# Edmiston-Ruedenberg localisation and the two-point kernel: cost against accuracy

## 1. Criterion

**Conventions.** The orbitals $\varphi_1,\dots,\varphi_n$ are real, orthonormal, occupied and of one spin. For a kernel $f(r_{12})$,
$$(ij|kl)=\iint\varphi_i\varphi_j(\mathbf r_1)\,f(r_{12})\,\varphi_k\varphi_l(\mathbf r_2)\,d^3r_1\,d^3r_2 .$$
The Coulomb kernel is $f=e^2/(4\pi\varepsilon_0r_{12})$. The same bracket is used for any two densities. Energies are in aJ ($10^{-18}$ J) or zJ ($10^{-21}$ J), angles in rad.

**Invariants.** An orthogonal mixing $\varphi'_i=\sum_j\varphi_jU_{ji}$ leaves $\gamma(\mathbf r_1,\mathbf r_2)=\sum_i\varphi_i(\mathbf r_1)\varphi_i(\mathbf r_2)$ unchanged. Two sums depend on $\gamma$ alone:
$$\sum_{ij}(ii|jj)=\iint\gamma(1,1)\,f\,\gamma(2,2),\qquad \sum_{ij}(ij|ij)=\iint\gamma(1,2)^2f .$$
Both contain the diagonal part $D=\sum_i(ii|ii)$. Maximising $D$ therefore minimises $\sum_{i\ne j}(ii|jj)$ and $\sum_{i\neq j}(ij|ij)$ together, and both fall by exactly the gain in $D$. With the Coulomb kernel this is the criterion of Edmiston and Ruedenberg (ER, 1963).

**Stationarity.** Put $\varphi_i\to\varphi_i+\epsilon\varphi_j$, $\varphi_j\to\varphi_j-\epsilon\varphi_i$. Each $(ii|ii)$ holds four factors, so $\delta D=4\epsilon[(ii|ij)-(jj|ij)]$, and
$$(ii|ij)=(jj|ij)\quad\text{for all pairs.}$$
The condition is necessary only. Minima and saddle points obey it too.

**Other kernels.** Nothing above used the form of $f$.

- $f=-r_{12}^2$: $(ii|ii)=-2\langle r^2\rangle_i+2|\langle\mathbf r\rangle_i|^2$. The sum $\sum_i\langle r^2\rangle_i$ is a trace and is invariant, so one maximises $\sum_i|\langle\mathbf r\rangle_i|^2$. This is Foster-Boys localisation (1960).
- $f=\delta(\mathbf r_{12})$: $D=\sum_i\int\varphi_i^4\,d^3r$, von Niessen localisation (1972). Coulomb and exchange integrals coincide.
- Link: $1/r=(2/\sqrt\pi)\int_0^\infty e^{-t^2r^2}dt$. For small $t$ the Gaussian is $1-t^2r^2$, a constant plus the Boys kernel. For large $t$ it tends to $(\pi/t^2)^{3/2}\delta(\mathbf r)$. ER superposes all ranges between the two.

**Common form.** If $(ij|kl)=\sum_{P=1}^{M}B^P_{ij}B^P_{kl}$ with symmetric matrices $B^P$, then $D=\sum_P\sum_i(B^P_{ii})^2$. Boys has $M=3$, with $B^P=\sqrt2$ times the dipole matrices, up to the invariant term. ER has $M$ equal to the rank kept in a Cholesky factorisation of the Coulomb integrals. Memory, the transformation to orbitals and the optimiser steps are linear in $M$. Generating the Cholesky vectors is quadratic in $M$ (section 5).

## 2. Exact solution for a pair

Let $\chi_1,\chi_2$ be orthonormal and
$$\varphi_1=\chi_1\cos\theta+\chi_2\sin\theta,\qquad \varphi_2=-\chi_1\sin\theta+\chi_2\cos\theta .$$
Define $\rho_0=(\chi_1^2+\chi_2^2)/2$, $\rho_c=(\chi_1^2-\chi_2^2)/2$, $\rho_s=\chi_1\chi_2$. Then $\varphi_{1,2}^2=\rho_0\pm w$ with $w=\rho_c\cos2\theta+\rho_s\sin2\theta$, and $D=2(\rho_0|\rho_0)+2(w|w)$. Expanding,
$$D(\theta)=\bar D+X\cos4\theta+Y\sin4\theta=\bar D+\Lambda\cos4(\theta-\theta^*),$$
$$\bar D=2(\rho_0|\rho_0)+(\rho_c|\rho_c)+(\rho_s|\rho_s),\quad X=(\rho_c|\rho_c)-(\rho_s|\rho_s),\quad Y=2(\rho_c|\rho_s),$$
with $\Lambda=\sqrt{X^2+Y^2}$ and $4\theta^*=\operatorname{atan2}(Y,X)$. The maximum is $D^*=\bar D+\Lambda$.

**Measure of deviation.** An approximate angle has $\delta=\theta-\theta^*$, with $\theta^*$ from the exact Coulomb kernel. Its loss is
$$\Delta D=\Lambda(1-\cos4\delta)\approx8\Lambda\delta^2 ,$$
and $J_{12}=(11|22)$ and $K_{12}=(12|12)$ each exceed their minimum by $\Delta D/2$.

## 3. Model: triplet H$_2$, one s Gaussian per atom

Normalised functions $a\propto e^{-\alpha r_A^2}$ at $z=0$ and $b\propto e^{-\beta r_B^2}$ at $z=R$ hold two electrons of equal spin. The occupied space is the whole basis, so no SCF step is needed. The distance is $R=74$ pm, the typical ground-state bond length, used here as a vertical geometry. The energy scale is $e^2/(4\pi\varepsilon_0R)=3.118$ aJ.

The overlap is
$$S=\left[\frac{2\sqrt{\alpha\beta}}{\alpha+\beta}\right]^{3/2}e^{-\alpha\beta R^2/(\alpha+\beta)} .$$
The products are $a^2=g_a$, $b^2=g_b$, $ab=Sg_m$, where the $g$ are Gaussians of unit integral with exponents $2\alpha$, $2\beta$, $\alpha+\beta$, centred at $0$, $R$, $\beta R/(\alpha+\beta)$. For exponents $p,q$ at distance $\ell$, with $\mu=pq/(p+q)$, the Coulomb bracket is $(e^2/4\pi\varepsilon_0)\operatorname{erf}(\sqrt\mu\,\ell)/\ell$ and the $\delta$ bracket is $(\mu/\pi)^{3/2}e^{-\mu\ell^2}$.

As reference pair take the Löwdin orbitals $\chi_1=ua+vb$, $\chi_2=va+ub$, with $u\pm v=(1\pm S)^{-1/2}$. These give $u^2+v^2=1/(1-S^2)$, $2uv=-S/(1-S^2)$, $u^2-v^2=(1-S^2)^{-1/2}$. With $\bar g=(g_a+g_b)/2$,
$$\rho_c=\frac{g_a-g_b}{2\sqrt{1-S^2}},\qquad \rho_s=\frac{S\,(g_m-\bar g)}{1-S^2},\qquad \rho_0=\frac{\bar g-S^2g_m}{1-S^2}.$$

**Equal exponents.** For $\alpha=\beta$, $\rho_c$ is odd and $\rho_s$ even under inversion, so $Y=0$ for every $f(r_{12})$. The stationary points are $\theta=0$ (Löwdin pair) and $\theta=\pi/4$ ($\sigma_g,\sigma_u$ up to sign). For the assumed $\alpha R^2=3/4$ ($\alpha=137$ nm$^{-2}$) the Coulomb kernel gives $X=+0.497$ aJ, and $X>0$ holds for the other two kernels as well. All three return the Löwdin pair. The canonical pair obeys the stationarity condition at the minimum, $2\Lambda=0.993$ aJ lower. For symmetric H$_2$ the cheapest route is thus exact and there is nothing to trade.

**Unequal exponents.** To separate the kernels, assume $\alpha R^2=1/2$ and $\beta R^2=1$ (91.3 and 182.6 nm$^{-2}$), a deliberate distortion of the basis. All numbers below are this model's and are carried at full precision between steps. $S=0.6560$. Coulomb brackets in aJ:

| $(g_a\vert g_a)$ | $(g_b\vert g_b)$ | $(g_m\vert g_m)$ | $(g_a\vert g_b)$ | $(g_a\vert g_m)$ | $(g_b\vert g_m)$ |
|---|---|---|---|---|---|
| 2.4875 | 3.5179 | 3.0466 | 2.3438 | 2.5010 | 3.1565 |

From these, $(\rho_c|\rho_c)=0.5783$, $(\rho_s|\rho_s)=0.0828$, $(\rho_c|\rho_s)=-0.1070$, $(\rho_0|\rho_0)=2.474$ aJ. Hence $X=0.4954$, $Y=-0.2140$, $\Lambda=0.5397$, $\bar D=5.609$ aJ. The exact ER answer is
$$\theta^*=-0.1019,\qquad D^*=6.149\ \text{aJ},\qquad J_{12}=1.874\ \text{aJ},\qquad K_{12}=60.7\ \text{zJ}.$$
The difference $J_{12}-K_{12}=1.813$ aJ is the electron repulsion of the triplet determinant and is the same at every $\theta$.

**Assembly.** To give cost a size, take $n/2$ such molecules infinitely far apart, so that $n$ orbitals span $n$ basis functions. Product densities between molecules vanish. For such a pair $\rho_s=0$, so $Y=0$, $X>0$, and no rotation occurs. The stationary maximum reached from the Löwdin start is the pair solution on every molecule.

## 4. How the deviation falls

**A. Cheaper kernel.** The densities $\rho_c,\rho_s$ carry no charge, so the Boys bracket of two of them is twice the product of their dipoles $m_c=-R/(2\sqrt{1-S^2})$ and $m_s=SR(\beta-\alpha)/[2(\alpha+\beta)(1-S^2)]$. The dipole of $w$ is extremal at $\tan2\theta=m_s/m_c$:
$$\tan2\theta_B=-\frac{\beta-\alpha}{\alpha+\beta}\,\frac{S}{\sqrt{1-S^2}},\qquad\theta_B=-0.1410 .$$
The $\delta$ brackets in the formulas of section 2 give $\theta_V=-0.0562$. The ER angle lies between the two, with $\delta_B=-0.0390$ and $\delta_V=+0.0458$. These are floors, and further work does not lower them. Since $\rho_s\propto S$, every angle is $O(S)$ at small overlap, so the floor falls as $e^{-\alpha\beta R^2/(\alpha+\beta)}$ with distance and the loss as its square. It vanishes at $\alpha=\beta$. Boys orbitals here have $K_{12}$ above the minimum by 3.3 zJ, or 5.4 per cent.

**B. Truncated rank.** Pivoted Cholesky factorisation acts on the positive semidefinite matrix $(\mu\nu|\lambda\sigma)$ over basis-function pairs. Each step removes the pair with the largest remaining diagonal. The remainder stays positive semidefinite, so by the Cauchy-Schwarz inequality no integral is off by more than the largest remaining diagonal $\tau$. Changes $\Delta X,\Delta Y$ turn the angle, to first order, by
$$\delta\approx\frac{\Delta Y\cos4\theta^*-\Delta X\sin4\theta^*}{4\Lambda},$$
so $\delta\propto\tau$ and $\Delta D\propto\tau^2$.

Per molecule the pair space is $\{aa,bb,ab\}$. The pivots are $bb$, then $aa$, then $ab$, and the largest diagonal after 0, 1, 2, 3 vectors is 3.518, 0.926, 0.0187, 0 aJ. Rank 3 is exact. Rank 2 lowers only $(ab|ab)$, by $\tau=0.0187$ aJ. The pair $ab$ enters $\rho_s$ with weight $1/(1-S^2)$ and is absent from $\rho_c$. Hence $\Delta Y=0$ and $\Delta X=\tau/(1-S^2)^2=0.0576$ aJ, an amplification by 3.08 from non-orthogonality. The first-order formula gives $\delta=+0.0106$. The full formula gives $\theta_2=-0.0923$, so the rank-2 floor is $\delta_2=+0.0096$.

**C. Optimiser.** Two are compared.

*Jacobi sweeps.* Rotate each pair by its own $\theta^*$, from $X=\sum_P[(B^P_{ii}-B^P_{jj})^2/4-(B^P_{ij})^2]$ and $Y=\sum_P(B^P_{ii}-B^P_{jj})B^P_{ij}$. Each rotation raises $D$ by $\Lambda-X\ge0$. On the assembly one sweep is exact for the kernel in use.

*Polar iteration.* The change of $D$ linear in the orbitals is governed by $\sum_{ij}U_{ji}W_{ji}$ with $W_{ji}=(ji|ii)$. Its maximum over orthogonal $U$ is the polar factor $U=W(W^TW)^{-1/2}$. A fixed point $U=1$ requires a symmetric $W$, which is the stationarity condition. For the Coulomb kernel the second variation of $(ii|ii)$ along $\xi$ is $4(\xi\xi|ii)+8(\xi i|\xi i)\ge0$. Thus $D$ is convex, lies above its tangent, and no step lowers it.

For a pair, a rotation by $\kappa$ gives the objective $D\cos\kappa+[(11|12)-(22|12)]\sin\kappa$, and the bracket is $D'(\theta)/4=-\Lambda\sin4\delta$. The map is
$$\delta_{k+1}=\delta_k-\arctan\frac{\Lambda\sin4\delta_k}{\bar D+\Lambda\cos4\delta_k}.$$
Linearising gives $\delta_{k+1}=\varrho\,\delta_k$ with $\varrho=1-4\Lambda/D^*$. At the maximum $\Lambda=(D^*-2J_{12})/4-K_{12}$, so
$$\varrho=\frac{2J_{12}+4K_{12}}{D^*}=0.6489 .$$
Convergence is linear, at $\ln10/\ln(1/\varrho)=5.3$ steps per decade. At large $R$ the rate $\varrho$ falls only as $1/R$, through $J_{12}$. With the rank-2 kernel the same map holds about $\theta_2$, with $\Lambda_2=0.5930$ aJ, $\bar D_2=5.502$ aJ and $\varrho_2=0.6108$.

## 5. How work and memory grow

One operation is one multiply-add. Counts are dense: no screening, and no skipping of small rotations. $C$ is the $n\times n$ coefficient matrix.

- **Cholesky vectors.** Vector $P$ has $n^2/2$ elements and subtracts $P-1$ earlier vectors. The total is $M^2n^2/4$. Storage is $Mn^2/2$ numbers.
- **Transformation to orbitals.** $B^PC$ costs $n^3$ and one triangle of $C^T(B^PC)$ costs $n^3/2$. The total is $\tfrac32Mn^3$.
- **Jacobi sweep, three indices.** A rotation changes $2n$ elements per matrix at two operations each. With $n^2/2$ pairs this is $2Mn^3$. The transformation must come first.
- **Polar step.** For each $P$ form $T=B^PC$ in $n^3$ operations. Then $B^P_{ii}=\sum_\mu C_{\mu i}T_{\mu i}$ and $V_{\mu i}\mathrel{+}=B^P_{ii}T_{\mu i}$ cost $O(n^2)$, and finally $W=C^TV$. The total is $Mn^3$, with no prior transformation.
- **Jacobi sweep, four indices.** There are $n^4/8$ distinct integrals. A fraction $8/n$ of them carries $i$ or $j$, so a rotation costs $2n^3$ and a sweep $n^5$. Assembling the tensor from the $B^P$ costs $Mn^4/8$.

On the assembly $M=mn$, with $m=1$ for rank 2 and $m=3/2$ for rank 3. In units of $n^4$ operations the vectors cost $m^2/4$, the transformation $3m/2$, a sweep $2m$, a polar step $m$. Boys costs $3(\tfrac32+2)n^3=10.5\,n^3$, one power of $n$ less.

The $\delta$ kernel also has rank 3 per molecule and costs as much as full ER in this form. On a grid of $gn$ points a polar step costs $2gn^3$ (orbitals on the grid, then $V$), which is 2 units at $n=1000$ for an assumed $g=1000$.

**Terms of order $n^3$.** Set $n=1000$. Assume $10n^3$ for the Löwdin orbitals, $20n^3$ per polar factor, and 50 operations for each of the $Mn^2/2$ integrals. The integrals add 0.04 units at rank 3, and the Boys start adds 0.02. For two polar steps at rank 3 these terms sum to 0.1 unit. The ER entries below are leading coefficients without them, so differences of 0.1 are not resolved.

## 6. Table

$n=1000$, work in units of $n^4=10^{12}$ operations, memory for the kernel tensor at 8 bytes per number. Polar steps start from Boys orbitals and follow the full map. $\Delta D$ is per molecule, evaluated with the exact kernel.

| Choice | Work | Memory | $\delta$ | $\Delta D$ / zJ |
|---|---|---|---|---|
| Löwdin pair | 0.01 | none | +0.1019 | 44.2 |
| Boys, one sweep | 0.02 | 12 MB | −0.0390 | 6.57 |
| rank 2, 1 polar step | 1.25 | 4 GB | −0.0202 | 1.76 |
| rank 3, 1 polar step | 2.06 | 6 GB | −0.0254 | 2.78 |
| rank 2, 2 polar steps | 2.25 | 4 GB | −0.0086 | 0.320 |
| rank 2, 3 polar steps | 3.25 | 4 GB | −0.0015 | 0.010 |
| rank 3, 2 polar steps | 3.56 | 6 GB | −0.0165 | 1.17 |
| rank 2, one sweep | 3.75 | 4 GB | +0.0096 | 0.400 |
| rank 3, 3 polar steps | 5.06 | 6 GB | −0.0107 | 0.494 |
| rank 3, one sweep | 5.81 | 6 GB | 0 | 0 |
| von Niessen, one sweep | 5.81 | 6 GB | +0.0458 | 9.02 |
| four indices, one sweep | 1190 | 1 TB | 0 | 0 |

**Reading the rank-2 polar rows.** The Boys start lies below $\theta^*$ and the rank-2 limit lies above it, so the iterates cross the exact angle on their way to $+0.0096$. The small entries after two and three steps come from this crossing, which cannot be detected without the exact answer. No rank-2 row is credited with less than its floor. Had the two deviations the same sign, the start would lie $|\delta_B|-|\delta_2|=0.0294$ from the rank-2 limit, and in the linearised map two steps would leave $|\delta_2|+\varrho_2^2(|\delta_B|-|\delta_2|)=0.0096+0.0110=0.0206$.

**Dominated rows.** The four-index sweep gives the same result as the three-index sweep at 205 times the work. Von Niessen orbitals are further from ER than Boys orbitals and cost more. This ranks them as substitutes for ER orbitals in this model and does not judge them as a criterion.

## 7. Choices

Cheapest choice for a required $|\delta|$:

| Tolerance | Choice | Work |
|---|---|---|
| 0.05 | Boys | 0.02 |
| 0.03 | rank 2, 1 polar step | 1.25 |
| 0.01 | rank 2, 2 polar steps; without reliance on the crossing, rank 2, one sweep | 2.25; 3.75 |
| $10^{-3}$ and below | rank 3, one sweep | 5.81 |

For $10^{-3}$ the polar route at rank 3 needs $k\ge\ln(|\delta_B|/10^{-3})/\ln(1/\varrho)=8.5$, so 9 steps and 14.06 units.

Best choice inside a budget:

| Budget | Choice | Credited $\lvert\delta\rvert$ |
|---|---|---|
| work 0.1, or memory 100 MB | Boys | 0.0390 |
| work 2 | rank 2, 1 polar step | 0.0202 |
| work 4 | rank 2, 2 polar steps or one sweep | 0.0096 |
| work 6 | rank 3, one sweep | 0 |
| memory 5 GB, any work | rank 2 | 0.0096 |

**Sensitivity to the two features special to the model.**

1. The pairs decouple, so only $n/2$ rotations are nonzero. Skipping the others removes the sweep cost at leading order, and Jacobi falls to 1.75 units at rank 2 and 2.81 at rank 3. Rank-2 Jacobi then takes the tolerance 0.01 and the budget 2, and the exact answer fits the budget 4.
2. Where orbitals are coupled through shared neighbours, a rotation disturbs earlier ones and several dense sweeps are needed. At rank 3, $s$ sweeps cost $2.81+3s$. Against 14.06 units for polar steps at the rate found here, the break-even is $s=3.75$, so Jacobi wins with up to three sweeps. The model does not fix $s$ or $\varrho$ for such systems.

With $M=mn$ the ratio of ER to Boys work grows in proportion to $n$. At $n=1000$ it is $5.81/0.0205\approx284$ for removing a deviation of 0.0390 rad, or 6.57 zJ of $D$ per molecule, in the model with unequal exponents. For H$_2$ with equal exponents that deviation is zero by symmetry, and the Löwdin pair is already the ER solution.